Ansatz 0.2.0, frozen-core PAW, LDA, scalar-relativistic; default datasets, 420 eV, smearing 0.01 to 0.05 eV, k points times cell length 19 to 36 angstrom; no spin; fixed cells. Rows: first O site of each crystal. Kohn-Sham gaps.

```
compound  space group  site of O  nearest neighbour  distance (Å)  first-shell neighbours  volume (Å³/atom)  gap (eV)  smallest direct gap on the path (eV)  Bader charge of O (e)
     ZnO          186       2:3m                 Zn          1.97                       4              11.9      0.74                                  0.74                  -1.18
    SnO2          136      4:m2m                 Sn          2.05                       3              11.9      1.10                                  1.10                  -1.22
  BaTiO3          221    3:4/mmm                 Ti          2.00                       2              12.9      1.72                                  1.82                  -1.23
    TiO2          136      4:m2m                 Ti          1.94                       3              10.4      1.85                                  1.85                  -1.12
    HfO2          225     8:-43m                 Hf          2.21                       4              11.2      3.50                                  3.50                  -1.32
```

## A high band with a low edge

In LDA, HfO2 has nearly five times the gap of ZnO. The obvious guess is that its lowest empty bands are centred higher, but for the lowest group of bands the same calculations show the opposite. A group here means one band per cation in ZnO and SnO2, three in the titanium oxides and two in HfO2; the oxygen atoms around Ti and Hf split the d levels, and the upper set is left out. The centre of the lowest group of empty bands lies 5.6 eV above the valence top in ZnO and 4.5 eV in HfO2. What differs is how far the band edge falls below that centre: 4.9 eV in ZnO, only 0.9 eV in HfO2. The k mesh misses the exact band edges of HfO2, so its height less its drop exceeds the table's gap by about a tenth of an electronvolt.

The order of the centres depends on this grouping. With the next two empty bands of HfO2 counted in, its centre would lie about 6.0 eV above the valence top, higher than in ZnO. Its drop would then be 2.3 eV, still less than half that of ZnO, so the difference in drop is the firmer result.

The reason is the kind of orbital that the cation leaves empty. Zn and Sn offer an s orbital, which is large and overlaps far around, so its levels spread into a wide band with a deep lower edge. Ti and Hf offer d orbitals, which are more compact and make narrow bands. This assignment rests on standard chemistry, since orbital characters were not printed, and the number of bands in each group was chosen to match it.

Titanium has the narrow band without the height. Its lower 3d bands are centred only about 3 eV above the valence top, the lower 5d bands of Hf about 4.5 eV. The charge on oxygen is no safe guide: in the other four oxides it grows with the gap, but it is weakest in TiO2, which has the second-largest gap.

## The rule

The gap is the height of the band centre less the drop to the band edge:

$$E_g \approx h - w$$

For an s band the drop $w$ can be estimated by treating the electrons as free. One orbital per cation fills a sphere of wave vectors with radius $k$, where $k^3 = 6\pi^2/\Omega$ and $\Omega$ is the volume per Zn or Sn atom. The average energy in that sphere lies three fifths of $\hbar^2k^2/2m$ above the bottom, with $m$ the free-electron mass. In numbers,

$$w \approx \frac{35}{\Omega^{2/3}}\ \text{eV},\qquad \Omega\ \text{in Å}^3.$$

This gives 80 to 86 per cent of the computed drop in ZnO and SnO2. The agreement is in the average, not in the shape of the band. At the edge of the Brillouin zone along the long axis of ZnO, the lowest empty band has already risen by 2.6 eV, nearly twice the free-electron value; further out it flattens. The estimate does not apply to d bands, for which $w = 1.2$ eV is the average over the three d oxides.

Two heights complete the rule: $h = 3.0$ eV for Ti and 4.6 eV for the others. They come from a least-squares fit to all five gaps, with the drops fixed as above. For Zn and Sn the 4.6 eV is a working constant, lower than the computed band centres of 5.6 and 5.1 eV, because it also makes up for the underestimated drop. For Hf it happens to lie close to the computed centre of 4.5 eV, so the shared value is a coincidence that saves one constant.

## Two estimates

**ZnO.** The table gives 11.9 Å³ per atom, and there are two atoms per Zn, so $\Omega = 2 \times 11.9 = 23.8$ Å³. Then $\Omega^{2/3} \approx 8.3$ and $w \approx 35/8.3 \approx 4.2$ eV. The gap comes out as $4.6 - 4.2 = 0.4$ eV; the table has 0.74 eV.

**HfO2.** Here $4.6 - 1.2 = 3.4$ eV, against 3.50 eV in the table. Both oxides were part of the fit, so neither agreement is a prediction. If HfO2 is left out, ZnO and SnO2 give a height of 4.6 eV, the two titanium oxides give a drop of 1.3 eV, and the estimate becomes 3.3 eV. Even this is no blind test, because the choice to give Hf the same height as Zn and Sn was made with the data in view.

## How far to trust it

Over the five oxides the rule misses the computed gap by 0.17 eV on average, while the gaps lie 0.71 eV on average from their own mean. With three adjusted constants for five gaps, that is a summary of the table more than a test.

The weak spot is the s oxides, where a small gap is left over from two large numbers. An error of ten per cent in the drop shifts the ZnO gap by 0.5 eV, most of its value. The rule correctly puts SnO2 above ZnO, but by 1.0 eV where the calculation gives 0.36 eV. A flat 0.9 eV for both would come closer. All five fixed cells are also stretched relative to what LDA would choose: SnO2 least, with a tension of about 1 GPa, and HfO2 most, with about 17 GPa. This blurs the comparison.

The heights belong to these four metals in the charge states they have here, and must be found anew for any other case. In SnO, for example, the tin 5s orbital is already filled. In MgO, whose lowest empty band is also of the s kind, the small volume per cation would make the rule give no gap at all, though MgO is a wide-gap insulator. Nor should the rule be used to follow one oxide under pressure. With a fixed height it makes the gap of ZnO shrink along with the cell, whereas the real gap is expected to grow, because the height rises too.

The rule reproduces LDA gaps, which are too small by unequal amounts. Rough recalled measured gaps are 3.4 eV for ZnO, 3.6 eV for SnO2 and 3.0 eV for TiO2, so ZnO and SnO2 do not really lie below TiO2. In ZnO, LDA leaves the filled Zn 3d levels too close to the oxygen levels and so pushes up the valence top, a known part of the error. The runs also used PAW datasets made for PBE and left out spin-orbit coupling.

## Use at the bench

The band width tells more than the gap alone. A wide s band is expected to curve sharply at its lower edge, which makes the electrons there light. This helps to explain why ZnO and SnO2 can conduct well once they are doped.

So, for oxides of these four metals in the same charge states, ask first which cation orbital is empty. If it is an s orbital, expect a wide band, and remember that the volume per cation gives its drop only to within about a fifth; if it is a d orbital, expect a narrow band and ask how high the level lies. Take the result as an LDA gap, and use a measured one for design.
